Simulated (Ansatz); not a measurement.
## Electron–phonon coupling and T_c of Bi₂Pd, calculated with Ansatz

Space group I4/mmm (No. 139), 3 atoms in the cell of the first input below: a = 6.826 Å, b = 6.826 Å, c = 6.826 Å, α = 151.50°, β = 151.50°, γ = 40.74°.

The structure is a measured one, not always of the ambient phase, relaxed without spin–orbit coupling to zero pressure (pressure 0.0 GPa with this functional, without spin–orbit coupling). Functional: PBEsol.

Input:

```yaml
crystal:
  lattice:
    - [-1.680172604, 1.680172604, 6.3995336774]
    - [1.680172604, -1.680172604, 6.3995336774]
    - [1.680172604, 1.680172604, -6.3995336774]
  atoms:
    - { symbol: Bi, position: [0.3630715307, 0.3630715307, 0.0] }
    - { symbol: Bi, position: [0.6369284693, 0.6369284693, 0.0] }
    - { symbol: Pd, position: [0.0, 0.0, 0.0] }
basis:
  ecutwfc: 420
  ecutrho_ratio: 4
kpoints:
  mp_grid: { grid: [14, 14, 14] }
hamiltonian:
  xc: pbesol
scf:
  occupations: { method: methfessel_paxton, width: 0.2 }
output: {}
phonons:
  supercell: [2, 2, 2]
  qpath:
    path:
      - [[0.0, 0.0, 0.0], [0.0, 0.0, 0.5], [0.25, 0.25, 0.25], [0.0, 0.5, 0.0], [0.0, 0.0, 0.0], [0.5, 0.5, -0.5], [0.26723261, 0.73276739, -0.26723261]]
      - [[-0.26723261, 0.26723261, 0.26723261], [0.0, 0.0, 0.0]]
      - [[0.0, 0.0, 0.5], [-0.03446523, 0.03446523, 0.5]]
      - [[0.5, 0.5, -0.03446523], [0.5, 0.5, -0.5]]
    npoints: 6
  electrical_resistivity: { mesh: [28, 28, 28], temperatures: [50, 100, 200, 300, 500] }
  superconductivity: { mesh: [28, 28, 28], eliashberg_equations: false }
```

```bash
ansatz run input.yaml --threads 8 --pin off --max-ram 15360MiB --backend cpu --events-out ev --progress --plain --runs-dir out
```

Time: 29 min on 8 threads of Arm Neoverse N1, with other jobs on the host, peak memory 13 GiB.

On the finest mesh λ = 0.7518, ω_log = 6.726 meV, N(E_F) = 0.632 states per eV, spin and cell. λ by mesh: 28×28×28 0.752, 14×14×14 0.752, 7×7×7 0.686.

Q: What T_c does McMillan's formula in the Allen–Dynes form give for μ* = 0.10?

A: T_c = (ω_log/1.2) exp[−1.04(1+λ)/(λ − μ*(1+0.62λ))] = (78.05 K/1.2) × exp(−1.8219/0.6052) = 3.20 K. By mesh, finest first, the same formula gives 3.20, 3.20, 2.57 K.

```
  μ*  McMillan (K)  Allen–Dynes with strong-coupling factors (K)
0.08          3.68                                          3.85
0.10          3.20                                          3.34
0.12          2.75                                          2.85
0.13          2.53                                          2.62
0.14          2.32                                          2.40
0.16          1.92                                          1.98
0.20          1.22                                          1.26
```

Caveats: no spin-orbit coupling, which matters for these elements; small supercell, couplings not converged in it; with so small a supercell and a typed μ*, T_c can miss a measured one by a factor of two or more.

The numbers describe a phonon-mediated superconductor of intermediate coupling, with λ = 0.7518 built on a modest density of states. Heavy Bi atoms and fairly soft bonds keep ω_log down at 6.726 meV. Soft modes favour a large λ, because a given force from the electrons on the atoms produces a larger atomic displacement, but they also lower the energy scale that sets T_c. The carriers are probably mostly Bi p states mixed with Pd d, since the Pd d shell is largely filled.

The tetragonal compound is known to superconduct at a distinctly higher temperature than calculated here. The Coulomb term alone is unlikely to explain this, as even μ* = 0.08 with strong-coupling factors gives only 3.85 K. The shortfall more likely lies in the coupling or the phonon spectrum, through the scalar-relativistic treatment of the Bi p bands or the truncated range of the couplings. An isotropic T_c formula also can't tell whether the gap is uniform across the Fermi surface sheets.
